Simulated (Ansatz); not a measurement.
## A series in volume scale on HfC

All results are calculated (Ansatz 0.2.0). Periodic Kohn-Sham DFT of a crystal at fixed atoms, scaled to volume_scale times the given cell; pressure positive in compression, energy less spherical unpolarised free atoms, largest_vzz the field gradient of largest size among the nuclei.

The cell before it is scaled or strained (space group Fm-3m, No. 225):
```
HfC
1.0
      0.0000     2.3250     2.3250
      2.3250     0.0000     2.3250
      2.3250     2.3250     0.0000
Hf C
1 1
Direct
  0.50000 0.50000 0.50000
  0.00000 0.00000 0.00000
```

Settings of every row: method all-electron LAPW; functional PBEsol; relativity scalar; k mesh 15x15x15; filling fermi-dirac; smearing width 0.05 eV; basis error target 1 meV/atom; nucleus gaussian.

Atom start moment: 0 on all atoms.

Limits: no spin-orbit coupling on heavy atoms.

| row | volume scale | V (Å³/atom) | energy less free atoms (eV/atom) | pressure (GPa) |
| --- | --- | --- | --- | --- |
| 1 | 0.94 | 11.814 | -9.7557 | 9.053 |
| 2 | 0.96 | 12.065 | -9.7653 | 3.328 |
| 3 | 0.98 | 12.317 | ? | ? |
| 4 | 0.99 | 12.442 | -9.764 | -4.234 |
| 5 | 1 | 12.568 | -9.7598 | -6.509 |
| 6 | 1.01 | 12.694 | -9.7538 | -8.672 |
| 7 | 1.02 | 12.819 | -9.7462 | -10.727 |
| 8 | 1.04 | 13.071 | -9.7263 | -14.536 |
| 9 | 1.06 | 13.322 | -9.7008 | -17.98 |

Question: what energy less free atoms and pressure should row 3 give?

Worked fit of energy less free atoms. Take u = (V_r/V)^(2/3) − 1 with V_r = 12.631 Å³ an atom, which is twice the finite (Eulerian) strain; such expansions in the strain, on which the Birch-Murnaghan equation of state is built, carry the rest volume and the bulk modulus. The shown rows have u = 0.04559, 0.03104, 0.0101, 0.00334, -0.00331, -0.0098, -0.02257, -0.03489. Least squares give energy less free atoms = −9.757 − 0.9001 × u + 20.369 × u² eV/atom; a straight line predicts inner rows, each left out in turn, worse (root mean square 0.011 against 1.9e-05 eV/atom). All shown rows lie on it to the printed digit. Its lowest point lies at u = 0.0221, or V = 12.22 Å³ an atom, and the curvature there gives the bulk modulus at fixed shape and fractions, B = (4/9)(1 + u)² E″(u)/V = 248 GPa. The withheld row has u = 0.01692, so the fit gives −9.757 − 0.9001 × (0.01692) + 20.369 × (0.01692)² = -9.7664 eV/atom.

The calculation gave -9.7664 eV/atom. The fit meets it to the printed digit.

Worked fit of pressure. Take u = (V_r/V)^(2/3) − 1 with V_r = 12.631 Å³ an atom, which is twice the finite (Eulerian) strain; such expansions in the strain, on which the Birch-Murnaghan equation of state is built, carry the rest volume and the bulk modulus. The shown rows have u = 0.04559, 0.03104, 0.0101, 0.00334, -0.00331, -0.0098, -0.02257, -0.03489. Least squares give pressure = −7.6082 + 325.586 × u + 838.86 × u² + 778 × u³ GPa; a parabola predicts inner rows, each left out in turn, worse (root mean square 0.013 against 0.006 GPa). The rows lie off it by 0.000, -0.001, -0.001, 0.002, 0.005, -0.008, 0.002, 0.000 (root mean square 0.0035 GPa). The pressure vanishes at u = 0.0221, or V = 12.22 Å³ an atom, and there the bulk modulus at fixed shape and fractions is B = −V dP/dV = (2/3)(1 + u) dP/du = 248 GPa. The withheld row has u = 0.01692, so the fit gives −7.6082 + 325.586 × (0.01692) + 838.86 × (0.01692)² + 778 × (0.01692)³ = -1.855 GPa.

The calculation gave -1.841 GPa. The fit lies 0.014 GPa (0.052 % of the column's range) below it; its largest miss of a shown row is 0.008 GPa.
